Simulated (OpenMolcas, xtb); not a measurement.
# A ladder of methods for AlSnSiH7 (SMILES [SiH3][AlH][SnH3])

The species is AlSnSiH7 (10 atoms), meant as a singlet with charge 0. SMILES: `[SiH3][AlH][SnH3]`. The shape is that of a PBE0-D4/def2-TZVP optimisation.

```xyz
10

Si   -1.7276    1.0169   -0.9874
Al    0.6309    0.3661   -0.7718
Sn    1.4038   -1.1437    1.2796
H    -2.5845   -0.2027   -1.0560
H    -2.0258    1.8525   -2.1838
H    -2.1545    1.7801    0.2215
H     1.7232    0.8245   -1.8331
H     2.6080   -0.3743    2.2246
H     0.1284   -1.5415    2.3498
H     2.0814   -2.6290    0.7598
```

Quantity: the vertical energy of the triplet above the singlet, in eV. The values are calculated.

```csv
level,kind,program,value (eV),CPU time (all runs)
GFN1-xTB,semi-empirical,xtb,3.94,under 2 s
HF/def2-SVP (core potential),Hartree–Fock,OpenMolcas,3.09,22 s
SVWN5/def2-SVP (core potential),LDA,OpenMolcas,2.88,51 s
revPBE/def2-SVP (core potential),GGA,OpenMolcas,2.76,76 s
r2SCAN/def2-SVP (core potential),meta-GGA,OpenMolcas,2.78,1.9 min
M06-2X/def2-SVP (core potential),hybrid meta-GGA,OpenMolcas,2.96,94 s
```

Spin-orbit coupling, which can split open shells on such heavy atoms by tenths of an eV, is left out. The values span 2.76 to 3.94 eV. The xTB rows lack spin polarisation, so open shells miss the exchange term that lowers them. Times are those of the runs behind each value, whatever else they computed, on shared processors of several kinds: orders of magnitude only.

Every level places the singlet well below the triplet at this geometry, and the first-principles values lie fairly close together, from 2.76 eV with revPBE to 3.09 eV with Hartree–Fock. This fits a closed-shell aluminium(III) centre whose three valence electrons are all used in σ bonds, leaving an empty 3p orbital perpendicular to the bonding plane. The lowest triplet probably promotes an electron from the Al–Sn and Al–Si σ framework into this orbital. These bonds between electropositive atoms hold their electrons less tightly than the Al–H bond does, so the gap is moderate for a saturated hydride, yet far too large to suggest diradical character.

The two levels with a sizeable share of exact exchange give the highest first-principles values, possibly because semi-local functionals place a σ-to-p excitation with some charge transfer too low. The singlet preference does not depend on that choice. A vertical gap does not show whether the triplet would survive relaxation, since removing a σ-bonding electron could lengthen or break the Al–Sn bond.
